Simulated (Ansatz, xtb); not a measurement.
# Relative energy of two isomers of CH4F4GeSi

Structure I: `F[SiH2][GeH2][C](F)(F)F`, a singlet. Structure II: `[F][GeH2][SiH2]C(F)(F)F`, a singlet. Both are isolated molecules in the gas phase, relaxed with PBE-D3(BJ)/def2-SVP; the shapes shown needn't be the lowest conformers.

I (Å):

```xyz
11

C    -1.0836   -0.7477   -1.0689
F    -2.1271   -0.0885    3.7102
F    -0.2391   -1.4255   -1.8797
F    -0.9402    0.5761   -1.3425
F    -2.3513   -1.0951   -1.4155
Ge   -0.7539   -1.1113    0.8869
Si   -2.3498    0.1890    2.1045
H    -2.1463    1.6524    1.8376
H    -3.7472   -0.2180    1.7360
H     0.7104   -0.7024    1.1772
H    -0.9297   -2.6351    1.0941
```

II (Å):

```yaml
atoms:
  - { symbol: C, position_ang: [-0.1153, 2.0277, 0.4399] }
  - { symbol: F, position_ang: [-1.0762, -2.5738, 1.9632] }
  - { symbol: F, position_ang: [-0.8498, 1.9276, -0.7023] }
  - { symbol: F, position_ang: [0.9178, 2.8648, 0.1877] }
  - { symbol: F, position_ang: [-0.9085, 2.6258, 1.3729] }
  - { symbol: Ge, position_ang: [-1.5790, -0.9503, 1.4720] }
  - { symbol: Si, position_ang: [0.4430, 0.2664, 1.0521] }
  - { symbol: H, position_ang: [-2.4532, -1.1256, 0.2024] }
  - { symbol: H, position_ang: [-2.4021, -0.3706, 2.6523] }
  - { symbol: H, position_ang: [1.2619, -0.3611, -0.0360] }
  - { symbol: H, position_ang: [1.2566, 0.4506, 2.2984] }
```

Quicker runs give these differences E(II) − E(I): GFN2-xTB +70.5 kJ/mol; HF/STO-3G +43.4 kJ/mol (at GFN2-xTB geometries); r2SCAN-D4/def2-SVP +55.8 kJ/mol (at GFN2-xTB geometries).

Task: Estimate E(II) − E(I) at the level CCSD(T)/def2-SVP + ΔMP2/def2-TZVPP.

Result: Calculated at CCSD(T)/def2-SVP + ΔMP2/def2-TZVPP: E(II) − E(I) = +65.5 kJ/mol, so structure I lies lower.

How the difference moves with the method:

| level | geometry | E(II) − E(I) (kJ/mol) | departure from the last row (kJ/mol) | job, with rough time for the two |
| --- | --- | --- | --- | --- |
| GFN2-xTB | GFN2-xTB | +70.5 | +5.0 | optimisation, 0.78 s |
| HF/STO-3G | GFN2-xTB | +43.4 | −22.1 | single point, 0.58 s |
| r2SCAN-D4/def2-SVP | GFN2-xTB | +55.8 | −9.6 | single point, 3 s |
| PBE-D3(BJ)/def2-SVP | PBE-D3(BJ)/def2-SVP | +50.5 | −15.0 | optimisation, 45 s |
| HF/def2-SVP | PBE-D3(BJ)/def2-SVP | +51.7 | −13.8 | part of the CCSD(T) run |
| MP2/def2-SVP | PBE-D3(BJ)/def2-SVP | +54.9 | −10.5 | part of the CCSD(T) run |
| CCSD(T)/def2-SVP | PBE-D3(BJ)/def2-SVP | +52.4 | −13.0 | single point |
| CCSD(T)/def2-SVP + ΔMP2/def2-TZVPP | PBE-D3(BJ)/def2-SVP | +65.5 |  | single point, 54 s |

As drawn, II has 1 F–Ge, 1 C–Si in place of 1 F–Si, 1 C–Ge.

None of the levels shown reverses the order. The largest departure from CCSD(T)/def2-SVP + ΔMP2/def2-TZVPP is that of HF/STO-3G, 22.1 kJ/mol. The last row adds to CCSD(T) the change of the MP2 difference between the two basis sets, here +13.0 kJ/mol, a large step that makes the value less sure.

With thermal terms from frequencies at re-optimised GFN2-xTB minima (ideal gas, soft modes damped towards free rotors, one conformer each, 298.15 K, 1 atm): on the last row, ΔE + ΔZPE = +62.1, ΔH = +62.4, ΔG = +62.0 kJ/mol.

The correlated steps freeze 19 core orbitals; the filled d shell of Ge is correlated, in a basis made for valence electrons. Programs: Ansatz 0.2.0, xtb 6.7.1; the last row on 2 threads of Intel(R) Xeon(R) 6975P-C (Granite Rapids) on a shared host.

Structure I is favoured because fluorine sits on silicon rather than germanium. The isomers differ by an exchange of partners, Si–F and Ge–C against Ge–F and Si–C, with the Si–Ge bond kept. Silicon is the more electropositive of the two and has the more compact valence shell, so its bond to fluorine is more ionic and markedly stronger. Silicon also binds carbon more strongly than germanium does, which works in favour of II, but this preference is smaller and is probably weakened further by the electron-poor carbon of the CF3 group.

In the small basis HF, MP2 and CCSD(T) lie close together, at +51.7, +54.9 and +52.4 kJ/mol, so correlation largely cancels between the isomers. The size of the gap depends more on the basis, probably because the polar Si–F bond needs flexible polarisation functions. The ordering doesn't show that I would persist: trifluoromethyl compounds of silicon and germanium can lose difluorocarbene as fluorine migrates to the heavier atom, a path not examined here.
